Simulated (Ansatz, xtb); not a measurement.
## Two isomers of C3H10B2ClN

Structure I is `CB(C)NB(C)Cl`, a singlet and structure II is `BN(BCl)CCC`, a singlet. Both are isolated molecules in the gas phase, relaxed with PBE-D3(BJ)/def2-SVP, each in the lowest conformer that the search found.

Quicker runs give these differences E(II) − E(I): GFN2-xTB −0.382 eV; HF/STO-3G +1.287 eV (at GFN2-xTB geometries); r2SCAN-D4/def2-SVP +1.796 eV (at GFN2-xTB geometries).

**Question.** Estimate which is lower in electronic energy at CCSD(T)/def2-SVP + ΔMP2/def2-TZVPP, and by roughly how much.

**Answer.** The CCSD(T)/def2-SVP + ΔMP2/def2-TZVPP calculation puts structure I lower, by 1.552 eV.

How the difference moves with the method:

```csv
level,geometry,E(II) − E(I) (eV),departure from the last row (eV),"job, with rough time for the two"
GFN2-xTB,GFN2-xTB,−0.382,−1.934,"optimisation, 0.45 s"
HF/STO-3G,GFN2-xTB,+1.287,−0.266,"single point, 0.42 s"
r2SCAN-D4/def2-SVP,GFN2-xTB,+1.796,+0.244,"single point, 4.2 s"
PBE-D3(BJ)/def2-SVP,PBE-D3(BJ)/def2-SVP,+1.658,+0.105,"optimisation, 20 s"
HF/def2-SVP,PBE-D3(BJ)/def2-SVP,+1.555,+0.003,part of the CCSD(T) run
MP2/def2-SVP,PBE-D3(BJ)/def2-SVP,+1.496,−0.056,part of the CCSD(T) run
CCSD(T)/def2-SVP,PBE-D3(BJ)/def2-SVP,+1.436,−0.116,single point
CCSD(T)/def2-SVP + ΔMP2/def2-TZVPP,PBE-D3(BJ)/def2-SVP,+1.552,,"single point, 85 s"
```

As drawn, II has 1 C–N, 2 C–C, 3 B–H in place of 3 C–B, 2 C–H, 1 N–H.

GFN2-xTB puts the two in the other order. The largest departure from CCSD(T)/def2-SVP + ΔMP2/def2-TZVPP is that of GFN2-xTB, 1.934 eV. The last row adds to CCSD(T) the change of the MP2 difference between the two basis sets, here +0.116 eV.

With thermal terms from frequencies at re-optimised GFN2-xTB minima (ideal gas, soft modes damped towards free rotors, one conformer each, 298.15 K, 1 atm): on the last row, ΔE + ΔZPE = +1.536, ΔH = +1.499, ΔG = +1.584 eV.

The correlated steps freeze 11 core orbitals. Codes used: Ansatz 0.2.0, xtb 6.7.1; the last row on 4 threads of Arm Neoverse V1 on a shared host.

Structure I is clearly the more stable of the two isomers, and the thermal terms leave that order intact. Both keep the B–N–B linkage and the B–Cl bond, so nitrogen lone-pair donation into the empty boron p orbitals is available in each and probably largely cancels. The preference comes mainly from where hydrogen and carbon sit: I has strong C–H and N–H bonds and methyl groups on boron, whereas II spends hydrogen on boron and has weaker C–C and C–N bonds. Hyperconjugation from the methyl groups into the boron p orbitals probably helps I further.

Hartree–Fock in the smaller basis nearly matches the final value because the correlation and basis-set shifts oppose each other, not because either is absent. The reversed GFN2-xTB order probably reflects its parametrised balance of boron bonds rather than its geometries, since the other methods applied to those structures favour I. The energy gap says nothing about the barrier to interconversion, which would require extensive bond rearrangement.
